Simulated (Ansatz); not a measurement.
SnSe2 (CdI2-type structure)

Computed with Ansatz (plane waves, PAW, 420 eV cutoff): PBEsol, scalar-relativistic, no spin polarisation, Γ-centred 10×10×6 mesh; PAW files: Ansatz's generated set soft_2.

```yaml
crystal:
  lattice:
    - [3.81720, 0.00000, 0.00000]
    - [-1.90860, 3.30579, 0.00000]
    - [0.00000, 0.00000, 6.16671]
  atoms:
    - { symbol: Sn, position: [0.00000, 0.00000, 0.00000] }
    - { symbol: Se, position: [0.33333, 0.66667, 0.25733] }
    - { symbol: Se, position: [0.66667, 0.33333, 0.74267] }
```

The start was a prototype's sites filled with these elements; the Crystallography Open Database holds the compound in this structure.

Question: Sketch the imaginary part of the dielectric function for independent particles (no excitons, no local fields), averaged over directions.

Answer: On a grid of 0.25 eV up to 12 eV it peaks at 4.75 eV with ε2 = 18.5; the gap on the mesh is 0.54 eV, and the smallest direct one, where absorption can begin, 1.01 eV.
```
ħω (eV)     ε2
   0.00   0.00
   0.50   0.00
   1.00   0.21
   1.50   7.19
   2.00   8.84
   2.50   8.15
   3.00  13.20
   3.50  11.75
   4.00  13.14
   4.50  15.65
   5.00  15.77
   5.50  13.13
   6.00   7.00
   6.50   5.50
   7.00   3.29
   7.50   2.83
   8.00   5.15
   8.50   4.66
   9.00   3.23
   9.50   2.58
  10.00   2.10
  10.50   1.66
  11.00   1.51
  11.50   1.29
  12.00   1.14
```

Semilocal functionals make the gap too small and so ε∞ somewhat too large. The structure is built of weakly bound layers, and this functional has no dispersion term, so their spacing and all that hangs on it (volume, the soft elastic constants, low modes, dielectric constants) are poorly given.

The spectrum is that of an indirect semiconductor: the gap is 0.54 eV, but vertical transitions begin only at 1.01 eV. Absorption between these energies would need phonons, so the near-zero ε2 there doesn't mean the crystal is strictly transparent. The small value at 1.00 eV is probably broadening of the direct edge.

In formally tetravalent tin the 5s shell is empty, and the lowest conduction band is an antibonding mixture of Sn 5s and Se 4p, while the upper valence band is mainly Se 4p. Transitions between these probably give the shoulder around 2 eV. The stronger absorption from 3.00 eV to the maximum at 4.75 eV suggests that higher conduction states with Sn 5p character join in, helped by a large joint density of states. The weaker maximum near 8.00 eV probably involves more deeply bound valence states, though the total spectrum alone can't confirm any of these assignments. Nor can the directional average show the dichroism between in-plane and out-of-plane polarisation expected of a layered crystal.
